# Appendix: Pole proliferation and artificial damping in self-consistent second-Born theory of a finite system

## A.1 Model, conventions and premises

The $\pi$ system of rectangular cyclobutadiene is modelled by a four-site Hubbard ring,

$$H=-\sum_{\langle ij\rangle\sigma}t_{ij}\,(c^\dagger_{i\sigma}c_{j\sigma}+\mathrm{h.c.})+U\sum_i\left(n_{i\uparrow}-\tfrac12\right)\left(n_{i\downarrow}-\tfrac12\right),\tag{A1}$$

with $t_{12}=t_{34}=t_1$ on the short bonds, $t_{23}=t_{41}=t_2\le t_1$ on the long bonds, $U>0$ and four electrons. In this form $H$ is particle-hole symmetric, the chemical potential is zero, $\langle n_{i\sigma}\rangle=1/2$, and the Hartree term $U(\langle n_{i\bar\sigma}\rangle-1/2)$ vanishes. The two reflections that exchange the ends of the short and of the long bonds generate an abelian group with four characters $k=(p,q)$, $p,q=\pm1$. The orbitals are $\phi_k(i)=\chi_k(i)/2=\pm1/2$, with energies $\varepsilon_k=-p\,t_1-q\,t_2$, that is $\pm W$ and $\pm\delta$, where $W=t_1+t_2$ and $\delta=t_1-t_2$.

Define $G^>_{ij\sigma}(t,t')=-(i/\hbar)g^>_{ij\sigma}$ with $g^>_{ij\sigma}=\langle c_{i\sigma}(t)c^\dagger_{j\sigma}(t')\rangle$, and $G^<_{ij\sigma}=(i/\hbar)g^<_{ij\sigma}$ with $g^<_{ij\sigma}=\langle c^\dagger_{j\sigma}(t')c_{i\sigma}(t)\rangle$. Likewise $\Sigma^>=-(i/\hbar)s^>$ and $\Sigma^<=(i/\hbar)s^<$. The second-Born approximation is defined by

$$s^{\gtrless}_{ij\sigma}(t,t')=U^2\,g^{\gtrless}_{ij\sigma}(t,t')\,g^{\gtrless}_{ij\bar\sigma}(t,t')\,g^{\lessgtr}_{ji\bar\sigma}(t',t).\tag{A2}$$

The second-order exchange diagram is absent because the interaction couples only opposite spins. Self-consistency means that the $g$ in (A2) solve the Dyson equation containing this $\Sigma$.

The premises are: (P1) the state is stationary, so that $g^\gtrless$ depend on $\tau=t-t'$; (P2) it keeps the spin symmetry and the two reflections, so that $g_{ij}=\sum_k\phi_k(i)\phi_k(j)g_k$ for both spins; (P3) $g^\gtrless_k(\tau)=\int dA^\gtrless_k(E)\,e^{-iE\tau/\hbar}$ with positive measures $A_k^\gtrless$, and $A_k=A_k^>+A_k^<$ has total weight 1. A pole of $G$ is an atom, a point carrying finite weight, of $A_k$.

## A.2 Spectral form of the self-energy

Projecting (A2) on $\phi_k$ gives the factor $\left[\sum_i\phi_k\phi_{k_1}\phi_{k_2}\phi_{k_3}\right]^2$. The sum has four terms $\pm1/16$ and equals $1/4$ if $k=k_1k_2k_3$ (product of characters), zero otherwise. The reversed time order in the last factor of (A2) gives $e^{+iE_3\tau/\hbar}$. With $u=U^2/16$,

$$s_k^\gtrless(\tau)=u\!\!\sum_{k_1k_2k_3=k}\int dA^\gtrless_{k_1}(E_1)\,dA^\gtrless_{k_2}(E_2)\,dA^\lessgtr_{k_3}(E_3)\;e^{-i(E_1+E_2-E_3)\tau/\hbar}.\tag{A3}$$

The spectral measure $\rho_k=\rho_k^>+\rho_k^<$ of the self-energy is thus a sum of convolutions of positive measures. It is positive, so contributions cannot cancel. For complex energy $z$,

$$G_k(z)=\int\frac{dA_k(E)}{z-E},\qquad \Sigma_k(z)=\int\frac{d\rho_k(E)}{z-E},\qquad G_k(z)^{-1}=f_k(z)=z-\varepsilon_k-\Sigma_k(z).\tag{A4}$$

On the real axis outside the support of $\rho_k$, $f_k'=1+\int d\rho_k/(E-E')^2\ge1$. At an isolated pole $s$ of $\Sigma_k$, $f_k\to+\infty$ as $E\to s^-$ and $f_k\to-\infty$ as $E\to s^+$, and $f_k\to\pm\infty$ as $E\to\pm\infty$. Hence, if $\Sigma_k$ has $m$ poles, $f_k$ has exactly one zero below the first, one between each adjacent pair and one above the last: $G_k$ has $m+1$ poles, with weights $Z=1/f_k'>0$.

## A.3 Result 1: the pole set is infinite and unbounded

Take the ground state, where $A^>$ lives at $E>0$ and $A^<$ at $E<0$; both are nonzero at half filling. Suppose $G$ has finitely many poles. Let $e_{\max}>0$ be the highest, in sector $k_1$, and $e_{\min}<0$ the lowest, in sector $k_3$.

1. By spin symmetry $e_{\max}$ occurs for both spins, so the triple $(k_1,k_1,k_3)$ appears in (A3), in sector $k=k_1k_1k_3=k_3$. It gives $\rho^>_{k_3}$ an atom at $s_{\max}=2e_{\max}-e_{\min}$ of weight at least $uZ_{\max}^2Z_{\min}>0$.
2. No other triple lies higher, so $s_{\max}$ is the top pole of $\Sigma$, and $s_{\max}-e_{\max}=e_{\max}-e_{\min}>0$.
3. By A.2, $G_{k_3}$ has a pole above $s_{\max}$, hence above $e_{\max}$. This contradicts the definition of $e_{\max}$.

The argument extends to any bounded spectrum. Let $e_{\max}$ and $e_{\min}$ be the finite edges of the joint support of the $A_k$. For real $E>e_{\max}$, (A4) gives $G_k(E)\ge1/(E-e_{\min})>0$, so $\Sigma_k=E-\varepsilon_k-1/G_k$ is analytic there and $\rho_k$ vanishes above $e_{\max}$. The supports of convolved positive measures add, so (A3) puts weight arbitrarily close to $2e_{\max}-e_{\min}>e_{\max}$, again a contradiction. The self-consistent spectrum is therefore unbounded, on both sides by particle-hole symmetry.

Iteration from the mean-field $G^{(0)}$ shows the rate. With $e_{\min}=-e_{\max}$, step 3 gives $e^{(n+1)}_{\max}>3e^{(n)}_{\max}$, so $e^{(n)}_{\max}>3^nW$ for $n\ge1$. If $G^{(n)}$ has $M_n$ positive poles, a positive pole of $\Sigma$ is a sum of three of them, taken as a multiset. Particle-hole symmetry maps a pole $E$ in sector $k$ to $-E$ in sector $k\cdot(-,-)$, so each multiset fixes its sector. Barring coincidences of energies, $\Sigma$ has $2\binom{M_n+2}{3}$ poles, each of the four sectors adds one, and

$$M_{n+1}=\binom{M_n+2}{3}+2,\qquad M_0=2.\tag{A5}$$

## A.4 The exact function is a finite, bounded sum

The exact addition poles are $E_m^{(5)}-E_0^{(4)}$. Adding an up electron leads to the sector with three up and two down electrons, of dimension $\binom43\binom42=24$, so there are at most 24 addition poles. The interaction equals $U(D-N/2+1)$, with $D$ the number of doubly occupied sites and $N$ the electron number. In the five-electron sector the kinetic energy is at most $W+2t_1$ and $D\le2$, so $E^{(5)}_m\le3t_1+t_2+U/2$. For four electrons the kinetic energy is at least $-4t_1$ and $D\ge0$, so $E_0^{(4)}\ge-4t_1-U$. Therefore

$$e^{\rm exact}_{\max}\le 7t_1+t_2+\tfrac32U.\tag{A6}$$

After any spin-conserving drive has ended, the state is $\sum_a c_ae^{-iE^{(4)}_at/\hbar}|a\rangle$, and

$$g^>_{ij}(t,t')=\sum_{abm}c_a^*c_b\langle a|c_i|m\rangle\langle m|c_j^\dagger|b\rangle\,e^{-i(E_m^{(5)}-E_a^{(4)})t/\hbar}\,e^{i(E_m^{(5)}-E_b^{(4)})t'/\hbar}.\tag{A7}$$

This finite sum is quasi-periodic in both times. It returns arbitrarily close to any earlier value and cannot relax to a constant unless it is constant. The same holds for $g^<$ and the density.

The surplus poles violate the Pauli principle. An exact addition state contains at most four particles and three holes relative to the mean-field determinant. The top pole of $\Sigma$ built from $G^{(1)}$ descends from five particles and four holes, all five particles in the orbital $(-,-)$. In the full series such terms cancel against vertex diagrams that (A2) omits.

## A.5 Result 2: a gapped ground state is not damped

Infinitely many poles do not by themselves imply decay. Suppose the ground-state solution has no weight in $|E|<\Delta$, $\Delta>0$. A point of the support of $\rho$ has $|s|=x_1+x_2+x_3$ with all $x_j\ge\Delta$ moduli of points in the support of $A$, so $|s|\ge3\Delta$ and each $x_j\le|s|-2\Delta$. In $|E|<3\Delta$, $f_k$ is analytic and increasing, so $G_k$ has at most one pole. If $A$ consists of finitely many atoms in $|E|<L$, then $\rho$ does so in $|E|<L+2\Delta$, and by monotonicity of $f_k$ between poles so does $A$. By induction every bounded interval holds finitely many poles and no continuum.

Decay is measured by Wiener's mean. Writing $g_k=g_k^>+g_k^<$ and integrating $|g_k|^2=\iint dA_k\,dA_k'\,e^{-i(E-E')\tau/\hbar}$, the time average of the exponential is bounded by 1 and tends to 1 for $E=E'$ and to 0 otherwise, so

$$\lim_{T\to\infty}\frac1T\int_0^T|g_k(\tau)|^2d\tau=\sum_{\rm atoms}Z^2.\tag{A8}$$

For a gapped solution the right side is positive: $g_k$ is almost periodic and undamped.

## A.6 Result 3: partial occupation destroys the poles

*Lemma.* $A_k$ and $\rho_k$ share no atom. Since $|i\eta/(a+i\eta-E)|\le1$, dominated convergence gives $i\eta\Sigma_k(a+i\eta)\to\rho_k(\{a\})=w$ and $i\eta G_k(a+i\eta)\to A_k(\{a\})$ as $\eta\to0^+$. For $w>0$,

$$i\eta\,G_k=\frac{(i\eta)^2}{i\eta\,(a+i\eta-\varepsilon_k)-i\eta\Sigma_k}\to\frac{0}{-w}=0.\tag{A9}$$

*Theorem.* In a stationary self-consistent solution no atom carries weight in both $A_k^>$ and $A_k^<$. Suppose $b$ does, with weights $Z^>$ and $Z^<$. The triple $(k,k,k)$ in (A3) lies in sector $k$ and puts an atom of $\rho_k$ at $b+b-b=b$, with weight $uZ^>Z^<(Z^>+Z^<)>0$. This contradicts the lemma.

Two consequences follow. At temperature $\Theta>0$, $dA^<=e^{-E/k_B\Theta}dA^>$, so every atom would be partly occupied; the spectrum is purely continuous. Then (A8) vanishes, and so does the corresponding mean for $s^\gtrless_k$, because a convolution with an atom-free measure is atom-free. The exact thermal function of the ring still has finitely many poles. Second, for the square ring, $\delta=0$, fourfold rotation makes the frontier sectors $h=(+,-)$ and $l=(-,+)$ equivalent, and particle-hole symmetry then makes $\Sigma_h$ odd in $E$. A gap would give $f_h(0)=0$, a pole inside the gap; an atom at zero would be half occupied, which the theorem forbids. The fully symmetric solution has spectral weight accumulating at zero energy.

For comparison, a single half-filled site has $G^{(0)}=1/z$, and (A2) gives $\Sigma=U^2/4z$ and poles at $\pm U/2$, the exact result. The first splitting is physical; its endless reinsertion is the artefact.

## A.7 The fictitious bath

A self-energy $\sum_\alpha w_\alpha/(z-s_\alpha)$ is identical to that of orbital $k$ coupled with amplitudes $\sqrt{w_\alpha}$ to auxiliary levels $s_\alpha$. In the two-time Kadanoff-Baym equations the collision term is a memory integral over products of $\Sigma^\gtrless$ and $G^\gtrless$. In the gapped ground state the auxiliary levels are discrete and lie at $|s|\ge3\Delta$. Once levels are partly occupied they become resonant with the quasiparticle, a stationary solution must replace those poles by a continuum, and the memory decays as it would for a reservoir. The approximation conserves particle number and, after the drive, energy, so this bath absorbs neither; it removes phase coherence.

The energy scale follows from one iteration. Let $l$ have occupation $\nu$ and $h$ occupation $1-\nu$ per spin, without coherence between them. The triples $(h,h,h)$, $(h,l,l)$ and $(l,h,l)$ lie in sector $h$ at energy $\varepsilon_h$. Each has weight $u\,\nu(1-\nu)$, since $(1-n_1)(1-n_2)n_2+n_1n_2(1-n_2)=n_2(1-n_2)$. With quasiparticle weight $Z$ on every line, $f_h\approx x/Z-3u\nu(1-\nu)Z^3/x$, where $x$ is measured from the pole, and the pole splits into $x=\pm\Gamma$,

$$\Gamma=Z^2\,\frac U4\sqrt{3\nu(1-\nu)}.\tag{A10}$$

$\Gamma$ vanishes as $\sqrt\nu$ for weak excitation, so the effect needs strong driving.

## A.8 Range of validity

Results 1 to 3 hold for any $U\neq0$ under P1 to P3; they describe solutions and do not prove existence. Result 2 assumes the gap. On a general Hubbard cluster Result 1 survives in matrix form, since $G(E)$ is positive definite above its spectrum, provided one site carries weight at the top addition edges of both spins and the bottom removal edge. The Hamiltonian (A1) also describes a $2\times2$ array of donors or gate-defined dots in silicon, where the results apply on a much smaller energy scale. Nothing here concerns a non-self-consistent $\Sigma[G^{(0)}]$ in the ground state, which has finitely many poles. That a strongly driven cluster actually approaches a stationary state is not derived; it was found in numerical Kadanoff-Baym solutions by Puig von Friesen, Verdozzi and Almbladh (2009). Equation (A10) is a scale, not a computed decay rate. In an extended system a continuum is physical and the damping need not be artificial.

## A.9 Numerical illustration

Take illustrative inputs $t_1=2.8$ eV and $t_2=2.0$ eV, bracketing a typical $\pi$ hopping of about 2.4 eV, and $U=4.0$ eV (1 eV $=1.602\times10^{-19}$ J). Then $W=4.8$ eV, $\delta=0.8$ eV and $u=1.0$ eV$^2$. In $G^{(0)}$ the $p=+1$ orbitals are filled. Addition triples have $p=(-)(-)(+)=+$ and energy $3t_1+t_2(q_3-q_1-q_2)$ with $q_3=q\,q_1q_2$. Enumerating $q_1,q_2$,

$$\Sigma_{++}=\frac{3u}{z-(3t_1-t_2)}+\frac{u}{z-3W},\qquad\Sigma_{+-}=\frac{u}{z-3\delta}+\frac{3u}{z-(3t_1+t_2)},\tag{A11}$$

with poles at 6.4 and 14.4 eV, and at 2.4 and 10.4 eV. The roots of $f_k$ give $G^{(1)}$; the $p=-1$ sectors are mirror images.

| sector | pole (eV) | $Z$ |
|---|---|---|
| $(+,+)$ | $-5.112$ | 0.9754 |
| $(+,+)$ | 6.659 | 0.0218 |
| $(+,+)$ | 14.453 | 0.0028 |
| $(+,-)$ | $-1.324$ | 0.9141 |
| $(+,-)$ | 2.660 | 0.0631 |
| $(+,-)$ | 10.664 | 0.0228 |

The top pole, 14.453 eV, lies above $2e_{\max}-e_{\min}=14.4$ eV, as step 3 requires. The next self-energy has its top pole at three times this value, 43.36 eV ($6.95\times10^{-18}$ J), in sector $(-,-)$, beyond the exact bound (A6) of 27.6 eV ($4.42\times10^{-18}$ J). Its weight is $uZ^3=2.19\times10^{-8}$ eV$^2$. The pole of $G^{(2)}$ just above it has weight close to this number divided by $(43.36-4.8)^2$ eV$^2$, or $1.5\times10^{-11}$; the rest of the self-energy, about 0.08 eV when estimated from the mirror image of (A11), changes this by less than one per cent. The counts (A5) are $M_1=6$, $M_2=58$ and $M_3=34222$, against at most 24 exact addition poles.

In the ground state the proliferation therefore reaches unphysical energies only with minute weight, and the mean (A8) for the frontier orbital in $G^{(1)}$ is 0.840. The first-iterate gap is 2.65 eV. This is the model's value: the difference of ionisation energy and electron affinity of cyclobutadiene is typically put near 8 eV, about three times larger, mainly because (A1) omits the long-range Coulomb repulsion. For strong excitation, $\nu=1/4$, (A10) gives $\Gamma=0.75$ eV for $Z=1$ and 0.63 eV for $Z=0.9141$. The non-resonant terms of $\Sigma$, which shift the frontier pole by 0.52 eV in the ground state, are of comparable size, so only one figure is meaningful: the model's spurious memory time is $\hbar/\Gamma\approx1$ fs.